**1. The premises.** Let $H(\lambda)=H_0+\lambda V$, with $\lambda$ real and dimensionless and $H_0$, $V$ in joules. Four assumptions are used.

- (P1) $H_0$ is self-adjoint, $V$ is symmetric, and the Rayleigh–Schrödinger coefficients $\psi_k$, $E_k$ of $\Psi=\sum_k\lambda^k\psi_k$, $E=\sum_k\lambda^kE_k$ exist. Every $\psi_k$ and every trial function $f$ lies in the domains of $H_0$ and $V$. Convergence of the series is not assumed.
- (P2) $E_0$ is the lowest eigenvalue of $H_0$, non-degenerate, and a gap $\Delta>0$ separates it from the rest of the spectrum.
- (P3) Intermediate normalisation: $\langle\psi_0|\psi_0\rangle=1$ and $\langle\psi_0|\psi_k\rangle=0$ for $k\ge1$.
- (P4) $\psi_0$, $\psi_1$, $E_1$, $E_2$ are exact.

Abbreviate $D=H_0-E_0$, $W=V-E_1$ and $Q=1-|\psi_0\rangle\langle\psi_0|$. By P2, $D\psi_0=0$ and $\langle\phi|D|\phi\rangle\ge\Delta\,\|Q\phi\|^2$ for every $\phi$. The reduced resolvent $G$, the inverse of $D$ on the range of $Q$ and zero on $\psi_0$, obeys $0\le G\le Q/\Delta$.

**2. The order-by-order equations.** Collecting powers of $\lambda$ in $(H-E)\Psi=0$ gives

$$D\psi_1=-W\psi_0,\tag{1}$$
$$D\psi_2=-W\psi_1+E_2\psi_0,\tag{2}$$
$$D\psi_3=-W\psi_2+E_2\psi_1+E_3\psi_0,\tag{3}$$
$$D\psi_4=-W\psi_3+E_2\psi_2+E_3\psi_1+E_4\psi_0.\tag{4}$$

Projecting on $\psi_0$ kills each left side, since $D$ is symmetric and $D\psi_0=0$. With P3 this leaves $E_1=\langle\psi_0|V|\psi_0\rangle$, $E_2=\langle\psi_0|W|\psi_1\rangle$ and $E_4=\langle\psi_0|W|\psi_3\rangle$. The $E_k$ are real, because $E\,\langle\Psi|\Psi\rangle=\langle\Psi|H|\Psi\rangle$ holds order by order between real series.

**3. How $\psi_3$ is removed from $E_4$.** Use (1) as a bra, move $D$ to the right, and insert (3):

$$E_4=\langle W\psi_0|\psi_3\rangle=-\langle\psi_1|D\psi_3\rangle=\langle\psi_1|W|\psi_2\rangle-E_2\langle\psi_1|\psi_1\rangle-E_3\langle\psi_1|\psi_0\rangle .$$

The last term vanishes by P3. Projecting (2) on $\psi_2$ gives $\langle\psi_2|W|\psi_1\rangle=-\langle\psi_2|D|\psi_2\rangle$, which is real and not positive. Hence

$$E_4=-\langle\psi_2|D|\psi_2\rangle-E_2\langle\psi_1|\psi_1\rangle .\tag{5}$$

The two terms compete. From (1), $E_2=-\langle\psi_1|D|\psi_1\rangle\le0$, so the second term of (5) is positive and the first negative. Unlike $E_2$, the coefficient $E_4$ has no fixed sign.

**4. The functional and the bound.** For $f$ orthogonal to $\psi_0$ define

$$J_4[f]=\langle f|D|f\rangle+2\,\mathrm{Re}\langle f|W|\psi_1\rangle-E_2\langle\psi_1|\psi_1\rangle .\tag{6}$$

Project (2) on $f$. The term $E_2\langle f|\psi_0\rangle$ is zero, so $\langle f|W|\psi_1\rangle=-\langle f|D|\psi_2\rangle$. Then complete the square with $\delta=f-\psi_2$:

$$\langle f|D|f\rangle-2\,\mathrm{Re}\langle f|D|\psi_2\rangle=\langle\delta|D|\delta\rangle-\langle\psi_2|D|\psi_2\rangle .$$

Adding $-E_2\langle\psi_1|\psi_1\rangle$ and using (5),

$$J_4[f]=E_4+\langle\delta|D|\delta\rangle\;\ge\;E_4+\Delta\|\delta\|^2\;\ge\;E_4 .\tag{7}$$

The equality in (7) needs P1, P3 and P4 only; P2 enters at the inequality and nowhere else. Since $\delta\perp\psi_0$, the bound is attained only at $f=\psi_2$. The error of $J_4$ is exactly quadratic in $\delta$, with no higher terms. The constant $-E_2\langle\psi_1|\psi_1\rangle$ plays no part in finding $f$, but dropping it lowers the functional and destroys the bound on $E_4$.

**5. What the orthogonality condition is for.** If $f$ may overlap $\psi_0$, (6) fails. Replacing $f$ by $f+s\psi_0$ with real $s$ leaves $\langle f|D|f\rangle$ unchanged and adds $2s\langle\psi_0|W|\psi_1\rangle=2sE_2$, which is unbounded below. Keeping the term dropped in comment 4 mends this:

$$J_4[f]=\langle f|D|f\rangle+2\,\mathrm{Re}\langle f|W\psi_1-E_2\psi_0\rangle-E_2\langle\psi_1|\psi_1\rangle .\tag{8}$$

The source $W\psi_1-E_2\psi_0=-D\psi_2$ is orthogonal to $\psi_0$, so (8) is invariant under the shift, agrees with (6) on $Qf$, and obeys $J_4-E_4=\langle\delta|D|\delta\rangle$ for any $f$. Form (8) spares the orthogonalisation of basis functions.

**6. Linear trial spaces.** With $f=\sum_kc_k\chi_k$ and real functions, (8) reads $J_4=c^TAc+2b^Tc+K$, where $A_{kl}=\langle\chi_k|D|\chi_l\rangle$, $b_k=\langle\chi_k|W\psi_1-E_2\psi_0\rangle$ and $K=-E_2\langle\psi_1|\psi_1\rangle$. If the $Q\chi_k$ are linearly independent, $A$ is positive definite, the minimum lies at $c=-A^{-1}b$, and

$$J_4^{\min}=K-b^TA^{-1}b .\tag{9}$$

This is a linear system, not an eigenvalue problem. Enlarging the space can only lower $J_4^{\min}$.

**7. The other side of the bracket.** The residual of (2), $\rho=Df+W\psi_1-E_2\psi_0=D\delta$, is computable without $\psi_2$ and is orthogonal to $\psi_0$. Then $Q\delta=G\rho$ and $\langle\delta|D|\delta\rangle=\langle\rho|G|\rho\rangle\le\|\rho\|^2/\Delta$, so

$$J_4[f]-\|\rho\|^2/\Delta\;\le\;E_4\;\le\;J_4[f].\tag{10}$$

If $H_0$ has a symmetry, $G$ is block diagonal, and each component of $\rho$ may be divided by the gap of its own block.

**8. Every even order.** Take $\Phi=\sum_{k<n}\lambda^k\psi_k+\lambda^nf$ with exact $\psi_k$, and form the series $N(\lambda)=\langle\Phi|H-E|\Phi\rangle$ with the exact $E(\lambda)$. Evaluate it in two ways.

First, $\Phi=\Psi+\lambda^n\epsilon$ with $\epsilon=\delta-\lambda\psi_{n+1}-\dots$ and $\delta=f-\psi_n$. Since $(H-E)\Psi=0$ at each order and $H-E$ is symmetric, all terms containing $\Psi$ drop:

$$N=\lambda^{2n}\langle\delta|D|\delta\rangle+\lambda^{2n+1}\big[\langle\delta|W|\delta\rangle-2\,\mathrm{Re}\langle\delta|D|\psi_{n+1}\rangle\big]+\dots\tag{11}$$

Second, insert $H-E=D+\lambda W-\sum_{k\ge2}\lambda^kE_k$ and collect $\lambda^{2n}$. With component indices $i,j\le n$, the operator $D$ needs $i+j=2n$, so $i=j=n$. The operator $W$ needs $i+j=2n-1$, the pairs $(n,n-1)$ and $(n-1,n)$. The number $E_k$ needs $i+j=2n-k$, and $k=2n$ yields $-E_{2n}$. The coefficient is therefore $J_{2n}[f]-E_{2n}$ with

$$J_{2n}[f]=\langle f|D|f\rangle+2\,\mathrm{Re}\Big\langle f\Big|W\psi_{n-1}-\sum_{k=2}^{n}E_k\psi_{n-k}\Big\rangle-\sum_{k=2}^{2n-1}E_k\!\!\sum_{\substack{i+j=2n-k\\ i,j\le n-1}}\!\!\langle\psi_i|\psi_j\rangle .\tag{12}$$

Equating the two gives $J_{2n}[f]-E_{2n}=\langle\delta|D|\delta\rangle\ge0$. For $n=1$ both sums are empty and (12) is the Hylleraas functional. For $n=2$ it is (8) plus $-2E_3\,\mathrm{Re}\langle\psi_1|\psi_0\rangle$. The argument never used P3, so this extra term is what (8) needs in another normalisation. Under P3 the pairs in the last sum with $i=0$ or $j=0$ vanish, the highest energy required is $E_{2n-2}$, and it follows from (12) one level down at $f=\psi_{n-1}$. "Exact lower orders" thus means $\psi_0,\dots,\psi_{n-1}$ and nothing more. For $n=3$,

$$J_6=\langle f|D|f\rangle+2\,\mathrm{Re}\langle f|W\psi_2-E_2\psi_1-E_3\psi_0\rangle-E_2\langle\psi_2|\psi_2\rangle-2E_3\,\mathrm{Re}\langle\psi_1|\psi_2\rangle-E_4\langle\psi_1|\psi_1\rangle .$$

**9. Why odd orders are not bounded.** The $\lambda^{2n+1}$ bracket in (11) vanishes at $\delta=0$. There the direct expansion expresses $E_{2n+1}$ through $\psi_0,\dots,\psi_n$, which is Wigner's $2n+1$ rule. For $\delta\ne0$ the bracket contains a term linear in $\delta$, of either sign.

**10. What an approximate $\psi_1$ does.** Put $\tilde\psi_1=\psi_1+\eta$, $\eta\perp\psi_0$, into (6). Minimising over $f\perp\psi_0$ gives $f=-GW\tilde\psi_1$ and the value $-\langle W\tilde\psi_1|G|W\tilde\psi_1\rangle-E_2\langle\tilde\psi_1|\tilde\psi_1\rangle$. With $\psi_2=-GW\psi_1$ and (3), its part linear in $\eta$ is

$$2\,\mathrm{Re}\langle\eta|W\psi_2-E_2\psi_1\rangle=-2\,\mathrm{Re}\langle\eta|D|\psi_3\rangle .\tag{13}$$

This changes sign with $\eta$, so neither the bound nor stationarity survives. Using the Hylleraas value $J_2[\tilde\psi_1]$ for $E_2$ alters only terms of second order in $\eta$. A good second-order energy is weak evidence here, since its error is quadratic in $\eta$ while (13) is linear.

**11. Range of validity.**

- The bound concerns the coefficient $E_4$, not $E(\lambda)$. It holds whether or not the series converges, and whether or not $H(\lambda)$ has a ground state.
- If $H_0$ and $V$ share a symmetry, P2 is needed only within the symmetry block of $\psi_0$, with $f$ kept in that block.
- For an excited level, $D$ is negative on the lower states $\phi_m$ of energy $\varepsilon_m$, and $J_4$ has a saddle at $\psi_2$. The bound returns if $\delta\perp\phi_m$ for all of them. This can be imposed, since (2) gives $\langle\phi_m|\psi_2\rangle=-\langle\phi_m|W|\psi_1\rangle/(\varepsilon_m-E_0)$ from known quantities.
- A degeneracy within the block is excluded: $\psi_0$ must then be fixed by the perturbation, and (2) carries further solvability conditions.
- For two perturbations $V=uV_a+vV_b$, (7) bounds the quartic form in $(u,v)$ along each direction. A mixed coefficient is a difference of such values and is not bounded.
- In the $1/Z$ expansion of a two-electron atom, $\lambda=1/Z$ and $V$ is the electron repulsion. There $\psi_1$ is itself found variationally, so $J_2$ is a strict bound while $J_4$ carries the term (13).

**12. Hydrogen in a static field: scales.** Take a spinless, non-relativistic electron, a fixed proton and a field $F$ along $z$, so that the perturbation is $eFz$. Measure lengths in $a_0$ and energies in $E_h$. Then $\lambda=F/F_0$ with $F_0=E_h/(ea_0)=5.1422\times10^{11}$ V/m, $H_0=-\tfrac12\nabla^2-1/r$, $V=z=rt$ with $t=\cos\theta$, $\psi_0=e^{-r}/\sqrt\pi$. Odd $E_k$ vanish by parity. The convention is $E=E_0-\tfrac12\alpha F^2-\tfrac1{24}\gamma F^4$, so

$$\gamma=-24E_4\,\gamma_0,\qquad\gamma_0=e^4a_0^4/E_h^3=6.23538\times10^{-65}\ \mathrm{C^4\,m^4\,J^{-3}},$$

and an upper bound on $E_4$ is a lower bound on $\gamma$.

Write each function as $g\psi_0$ and let $\langle\cdot\rangle$ be the average over $\psi_0^2$, with $\langle r^n\rangle=(n+2)!/2^{n+1}$ and angular average $1/(2l+1)$ for $P_l^2$. Direct differentiation gives $D(g\psi_0)=\psi_0Lg$ with $L=-\tfrac12\nabla^2+\partial_r$. Because $\psi_0^2Lg=-\tfrac12\nabla\!\cdot(\psi_0^2\nabla g)$, integration by parts gives $\langle g\psi_0|D|g\psi_0\rangle=\tfrac12\langle|\nabla g|^2\rangle$, which shows $D\ge0$ explicitly. On monomials,

$$L\,r^kP_l=\big[kr^{k-1}-\tfrac12\big(k(k+1)-l(l+1)\big)r^{k-2}\big]P_l .\tag{14}$$

**13. The exact inputs.** Equation (1) is $Lg_1=-rP_1$. By (14), $L\,rP_1=P_1$ and $L\,r^2P_1=(2r-2)P_1$, so $g_1=-(r+r^2/2)P_1$. With $s=r^2+r^3/2$, $E_2=-\langle s\rangle/3=-9/4$. Also $\langle g_1^2\rangle=\langle r^2+r^3+r^4/4\rangle/3=43/8$, so $K=387/32=12.09375$. Since $t^2=\tfrac13+\tfrac23P_2$, equation (2) is

$$Lg_2=\big(\tfrac13s-\tfrac94\big)+\tfrac23sP_2 .$$

Only $l=0$ and $l=2$ are driven. Any other partial wave in $f$ has $b_k=0$ and can only raise $J_4$. For basis functions $r^kP_l\psi_0$,

$$A^{(0)}_{kk'}=\tfrac12kk'\langle r^{k+k'-2}\rangle,\quad b^{(0)}_k=-\langle(\tfrac13s-\tfrac94)r^k\rangle,$$
$$A^{(2)}_{kk'}=\tfrac1{10}(kk'+6)\langle r^{k+k'-2}\rangle,\quad b^{(2)}_k=-\tfrac2{15}\langle sr^k\rangle .$$

**14. The trials.** For $k=3$ alone, $A^{(0)}=101.25$, $b^{(0)}=-61.875$, $c=11/18$, and $A^{(2)}=33.75$, $b^{(2)}=-31.5$, $c=14/15$. Equation (9), with the same powers in both channels, gives the following terminating decimals.

| powers $k$ | $b^TA^{-1}b$, $l=0$ | $b^TA^{-1}b$, $l=2$ | $J_4^{\min}$ | $-24J_4^{\min}$ |
|---|---|---|---|---|
| none | 0 | 0 | 12.09375 | −290.25 |
| 2 | 32.0859375 | 22.6875 | −42.6796875 | 1024.3125 |
| 3 | 37.8125 | 29.4 | −55.11875 | 1322.85 |
| 2, 3 | 37.828125 | 29.4375 | −55.171875 | 1324.125 |
| 2, 3, 4 | 37.984375 | 29.65625 | −55.546875 | 1333.125 |

The last row is exact. Matching powers from $r^3$ downward with (14) terminates and gives

$$g_2=\frac{r^4}{24}+\frac{r^3}{4}+\frac{3r^2}{4}-\frac{81}{16}+\Big(\frac{r^4}{12}+\frac{5r^3}{12}+\frac{5r^2}{8}\Big)P_2 ,$$

where the constant enforces P3. This lies in the three-power space up to a multiple of $\psi_0$, which (8) ignores. Hence $E_4=-3555/64$ and $\gamma=(10665/8)\gamma_0=8.3125\times10^{-62}\ \mathrm{C^4\,m^4\,J^{-3}}$. The two-parameter $r^3$ trial lies above $E_4$ by 0.428125, or 0.77 per cent.

**15. The bracket for the $r^3$ trial.** The residuals are $\rho=(\rho_0+\rho_2P_2)\psi_0$ with

$$\rho_0=-\tfrac16r^3+\tfrac32r^2-\tfrac{11}3r+\tfrac94,\qquad\rho_2=-\tfrac13r^3+\tfrac{32}{15}r^2-\tfrac{14}5r .$$

Their squared norms are $13/48$ and $33/125$. The gaps are $3/8$ (to 2s) and $4/9$ (to 3d), from the levels $-1/(2n^2)$. The width in (10) is $13/18+297/500=1.3162$, so $-56.435\le E_4\le-55.11875$. In SI units, $\gamma$ lies between $8.248\times10^{-62}$ and $8.445\times10^{-62}\ \mathrm{C^4\,m^4\,J^{-3}}$, a statement that needs no knowledge of $\psi_2$.

**16. The bound broken.** Take $\tilde g_1=-c\,r^2P_1$. The Hylleraas functional is $3c^2-5c$, with minimum $-25/12$ at $c=5/6$, 7.4 per cent short of $E_2$. Use this function and this energy in place of $\psi_1$ and $E_2$. The constant becomes $\tfrac{25}{12}\cdot\tfrac{125}{24}=3125/288$. The equation $Lg=(\tfrac5{18}r^3-\tfrac{25}{12})+\tfrac59r^3P_2$ is solved by $\tfrac5{72}r^4+\tfrac{25}{108}r^3+\tfrac{25}{36}r^2+(\tfrac5{36}r^4+\tfrac{35}{108}r^3+\tfrac{35}{72}r^2)P_2$, with channel terms $89125/1728$ and $32375/864$. The minimum is $-135125/1728=-78.197$, below $E_4$ by 41 per cent.

**17. How far the fourth-order term can be trusted.** Equation (3) terminates in the same way:

$$g_3=-\Big(\frac{r^6}{80}+\frac{2r^5}{15}+\frac{43r^4}{60}+\frac{71r^3}{40}+\frac{25r^2}{32}+\frac{25r}{16}\Big)P_1-\Big(\frac{r^6}{120}+\frac{3r^5}{40}+\frac{21r^4}{80}+\frac{7r^3}{20}\Big)P_3 ,$$

and $J_6$ at $f=\psi_3$ gives $E_6=-2512779/512$. The sixth-order term is $88.35\,\lambda^2$ times the fourth-order one, below one per cent for $\lambda<0.0106$, or $F<5.5\times10^{9}$ V/m. At $\lambda=0.01$ the second-, fourth- and sixth-order shifts are $-9.809\times10^{-22}$ J, $-2.422\times10^{-24}$ J and $-2.14\times10^{-26}$ J. The error of the $r^3$ trial, $1.87\times10^{-26}$ J, is already as small as the first neglected order. The potential $eFz$ is unbounded below, the level is a resonance and the series is asymptotic. The standard weak-field width $(4/\lambda)e^{-2/(3\lambda)}E_h$, taken as given, is $4.5\times10^{-27}E_h$ at this field and is negligible.

For the real atom the reduced mass $\mu$ scales lengths by $m_e/\mu$ and energies by $\mu/m_e$, while the relative coordinate of the neutral atom still couples with charge $e$. Thus $\gamma$ grows by $(1+m_e/m_p)^7$, which is 0.38 per cent. Relativistic terms are of relative order of the squared fine-structure constant, $5.3\times10^{-5}$. To three figures, $\gamma=8.34\times10^{-62}\ \mathrm{C^4\,m^4\,J^{-3}}$.

**18. The same numbers for a shallow donor.** In the isotropic effective-mass model, a donor in GaAs is this problem with $a^*=a_0\epsilon_r/m^*$, $E^*=E_hm^*/\epsilon_r^2$ and $F$ the macroscopic field in the crystal. The typical inputs $m^*=0.067$ (in units of $m_e$) and $\epsilon_r=12.9$ give $a^*=10.19$ nm, a binding energy $E^*/2=5.48$ meV and a field scale $E^*/(ea^*)=1.08\times10^6$ V/m. The one per cent criterion becomes $F<1.1\times10^4$ V/m. The model's value is $\gamma^*=\gamma\,\epsilon_r^{10}/m^{*7}=1.75\times10^{-42}\ \mathrm{C^4\,m^4\,J^{-3}}$, with the fixed-proton $\gamma$. The tenth power makes the inputs, not the trial function, the limiting factor. Donors in GaAs are typically bound by about 5.8 meV, and at fixed mass $\gamma^*$ varies as the inverse fifth power of the binding energy. That binding would multiply $\gamma^*$ by 0.75, so the model's number is probably too high by roughly a third.